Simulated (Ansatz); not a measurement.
**CuPd: Boltzmann equation against the high-temperature formula (computed with Ansatz 0.2.0)**

Space group Pm-3m (No. 221), 2 atoms in the cell of the first input below: a = 2.961 Å, b = 2.961 Å, c = 2.961 Å, α = 90.00°, β = 90.00°, γ = 90.00°.

The structure is a measured one, not always of the ambient phase, relaxed without spin–orbit coupling to zero pressure (pressure 0.0 GPa with this functional, without spin–orbit coupling). Functional: PBEsol.

Input:

```yaml
crystal:
  lattice:
    - [2.9614564899, 0.0, 0.0]
    - [0.0, 2.9614564899, 0.0]
    - [0.0, 0.0, 2.9614564899]
  atoms:
    - { symbol: Cu, position: [0.0, 0.0, 0.0] }
    - { symbol: Pd, position: [0.5, 0.5, 0.5] }
basis:
  ecutwfc: 420
  ecutrho_ratio: 4
kpoints:
  mp_grid: { grid: [12, 12, 12] }
hamiltonian:
  xc: pbesol
scf:
  occupations: { method: methfessel_paxton, width: 0.2 }
output: {}
phonons:
  supercell: [2, 2, 2]
  qpath:
    path:
      - [[0.0, 0.0, 0.0], [0.0, 0.5, 0.0], [0.5, 0.5, 0.0], [0.0, 0.0, 0.0], [0.5, 0.5, 0.5], [0.0, 0.5, 0.0]]
      - [[0.5, 0.5, 0.5], [0.5, 0.5, 0.0]]
    npoints: 6
  electrical_resistivity: { mesh: [24, 24, 24], temperatures: [50, 100, 200, 300, 500] }
  superconductivity: { mesh: [24, 24, 24], eliashberg_equations: false }
```

```bash
ansatz run input.yaml --threads 8 --pin off --max-ram 15360MiB --backend cpu --events-out ev --progress --plain --runs-dir out
```

Time: 2.7 min on 8 threads of Intel(R) Xeon(R) Processor @ 2.50GHz (Skylake/Cascade Lake), on a shared host, peak memory 2.6 GiB.

λ_tr,xx from the finest mesh down: 0.165, 0.128, 1.164. The next coarser mesh moves the resistivity at 300 K by 6 % along the axis that moves most.

The run gives λ_tr,xx = 0.165 and a Drude plasma energy ħω_p,xx = 5.95 eV.

Estimate the resistivity along x at 300 K from the high-temperature formula.

ħ/τ = 2π λ_tr k_B T = 0.0268 eV and ρ = 1/(ε0 ω_p² τ) = 5.63 μΩ cm. The Boltzmann solution gives 4.32 μΩ cm, so the estimate is 30 % high; λ_tr itself still moves by 23 % between the two finest meshes.

| T (K) | ρ_xx (μΩ cm) | ρ_zz (μΩ cm) | formula, xx | R_H, field along x, y or z (10⁻¹¹ m³/C) |
| --- | --- | --- | --- | --- |
| 50 | 0.25 | 0.25 | 0.94 | 1.75* |
| 100 | 1.13 | 1.13 | 1.88 | 2.83 |
| 200 | 2.90 | 2.90 | 3.75 | 2.88 |
| 300 | 4.32 | 4.32 | 5.63 | 1.5* |
| 500 | 6.36 | 6.36 | 9.38 | – |

A star marks Hall coefficients that aren't converged: the next coarser mesh moves them by over a fifth (field along z at 300 K: 1.50 against 2.25). A dash marks a Hall coefficient that the run withholds. At 300 K the next coarser mesh moves R_H by up to 49 %.

At 50 K the solution is 0.26 times the linear formula, and at 500 K 0.68 times. The formula is meant for temperatures above the phonon energies and for bands that vary little within k_B T.

Caveats: not converged in the fine mesh; small supercell, couplings not converged in it.

The Boltzmann resistivity lies below the linear estimate at every temperature, but the two don't simply converge on heating: the relative gap narrows up to 200 K, barely changes at 300 K and widens again at 500 K. At the cold end the cause is the freezing-out of phonons, together with the small-angle character of the scattering that remains, which relaxes the current poorly. The formula instead gives every mode its classical population. A different λ_tr would rescale the whole formula column, so it could alter the offset at 300 K but not this changing ratio.

The sublinear rise from 4.32 to 6.36 μΩ cm suggests that velocities and scattering rates vary within the thermal window, possibly through Pd d character near the Fermi level, though uneven sampling of the Fermi surface could contribute. The positive Hall coefficients at 100 and 200 K point to hole-like curvature weighing more in the transport average, not to a carrier count. Measured samples would add residual scattering from antisite disorder, which is absent here.
